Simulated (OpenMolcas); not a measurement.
# How methods differ on SiH3 (silyl radical)

SiH3: 4 atoms, total charge 0, spin state doublet. SMILES: `[SiH3]`. The coordinates come from a GFN2-xTB relaxation.

| atom | x (Å) | y (Å) | z (Å) |
| --- | --- | --- | --- |
| Si | 0.2066 | -0.0189 | -0.1151 |
| H | 0.5871 | 0.6618 | 1.1056 |
| H | -0.1950 | -1.4016 | 0.0434 |
| H | -0.5987 | 0.7587 | -1.0339 |

Quantity: the energy change with the Si1–H3 bond stretched from 1.449 to 2.897 Å, in eV. The values are calculated.

| level | kind | program | value (eV) | less FCI/3-21G | CPU time (all runs) |
| --- | --- | --- | --- | --- | --- |
| UHF/3-21G | Hartree–Fock | OpenMolcas | 2.63 | -0.16 | 3.6 s |
| USVWN5/3-21G | LDA | OpenMolcas | 3.30 | +0.51 | 8.9 s |
| UPBE/3-21G | GGA | OpenMolcas | 3.20 | +0.41 | 12 s |
| UM06-2X/3-21G | hybrid meta-GGA | OpenMolcas | 3.34 | +0.55 | 16 s |
| UPBE0/3-21G | global hybrid | OpenMolcas | 3.27 | +0.48 | 12 s |
| CASPT2(7,7)/3-21G | multireference | OpenMolcas | 2.78 | -0.01 | 3.8 s |
| MC-PDFT[tPBE](7,7)/3-21G | multireference | OpenMolcas | 3.18 | +0.39 | 4.1 s |
| MRCI(7,7)/3-21G | multireference | OpenMolcas | 2.79 | 0.00 | 12 s |
| FCI/3-21G | exact in the basis | OpenMolcas | 2.79 | 0.00 | 26 s |

FCI/3-21G is exact within its basis and frozen core, so for wave-function methods in that basis the difference is their error; functionals converge differently with the basis, so for them it is only a difference. The first shape isn't each level's own minimum. The values span 2.63 to 3.34 eV. Spin contamination of the reference (⟨S²⟩ at least 0.1 too high) touches UHF/3-21G, USVWN5/3-21G, UPBE/3-21G, UM06-2X/3-21G, UPBE0/3-21G. All rows use very small basis sets, so even the best lies far from the true value. Times are those of the runs behind each value, whatever else they computed, on shared processors of several kinds: orders of magnitude only.

Stretching this bond turns silyl towards silylene and a hydrogen atom. The radical electron and the one left on silicon can then pair in a lone pair rich in 3s character, which is why this bond is weaker than the first Si–H bond of silane.

UHF gives the smallest energy change, 0.16 eV below FCI, because it lacks the correlation of the bonding pair, which is largest near equilibrium and fades as the electrons separate. CASPT2 and MRCI recover it almost completely, as expected when the active space holds all seven valence electrons. MC-PDFT starts from an equally flexible active space yet lands at 3.18 eV, beside UPBE at 3.20 eV. This suggests that its offset from FCI comes from the energy functional rather than from a poor description of the breaking bond. Exact exchange brings no closer agreement, with UPBE0 lying slightly above UPBE.

The energy change is not a dissociation energy, since the fragments may still interact at the stretched distance and the silylene part has not been relaxed.
